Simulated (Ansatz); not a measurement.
**CH2NP (SMILES NC#P): methods side by side**

CH2NP: 5 atoms, total charge 0, spin state singlet. SMILES: `NC#P`. The coordinates come from a GFN2-xTB relaxation.

Quantity: the electronic atomisation energy, in eV. The values are calculated. Electronic energies at fixed atoms, without zero-point motion or spin-orbit coupling.

```csv
level,kind,program,value (eV),less FCI/STO-3G
HF/STO-3G,Hartree–Fock,Ansatz,10.80,-5.30
BLYP/STO-3G,GGA,Ansatz,20.44,+4.34
PBE/STO-3G,GGA,Ansatz,21.10,+5.00
BHLYP/STO-3G,global hybrid,Ansatz,18.05,+1.95
CAM-B3LYP/STO-3G,range-separated hybrid,Ansatz,19.67,+3.57
MP2/STO-3G,perturbation theory,Ansatz,15.76,-0.34
CCSDT/STO-3G,coupled cluster or CI,Ansatz,16.03,-0.07
CCSDTQ/STO-3G,coupled cluster or CI,Ansatz,16.10,0.00
FCI/STO-3G,exact in the basis,Ansatz,16.10,0.00
```

FCI/STO-3G is exact within its basis and frozen core, so for wave-function methods in that basis the difference is their error; functionals converge differently with the basis, so for them it is only a difference. The values span 10.80 to 21.10 eV. All rows use very small basis sets, so none should be taken for the real molecule's value.

Electron correlation supplies about a third of the binding in this basis: Hartree–Fock gives 10.80 eV against 16.10 eV for FCI. Forming the C≡P triple bond and the C–N and N–H bonds pairs electrons that were unpaired in the free atoms, so the molecule gains more correlation energy than the atoms do. The π system, with its accessible π* orbitals, probably adds a non-dynamical part. MP2 already recovers most of the missing binding, and the small remainder after CCSDT is closed by connected quadruples to the printed precision, which suggests a mainly single-reference ground state.

Among the functionals, binding falls from BLYP to BHLYP as exact exchange replaces semilocal exchange, which imitates part of the left–right correlation in multiple bonds. BHLYP's position nearest to FCI therefore doesn't establish it as the most accurate functional for this molecule. Nor does a total atomisation energy isolate the strength of the C≡P bond, since it sums over every bond broken.
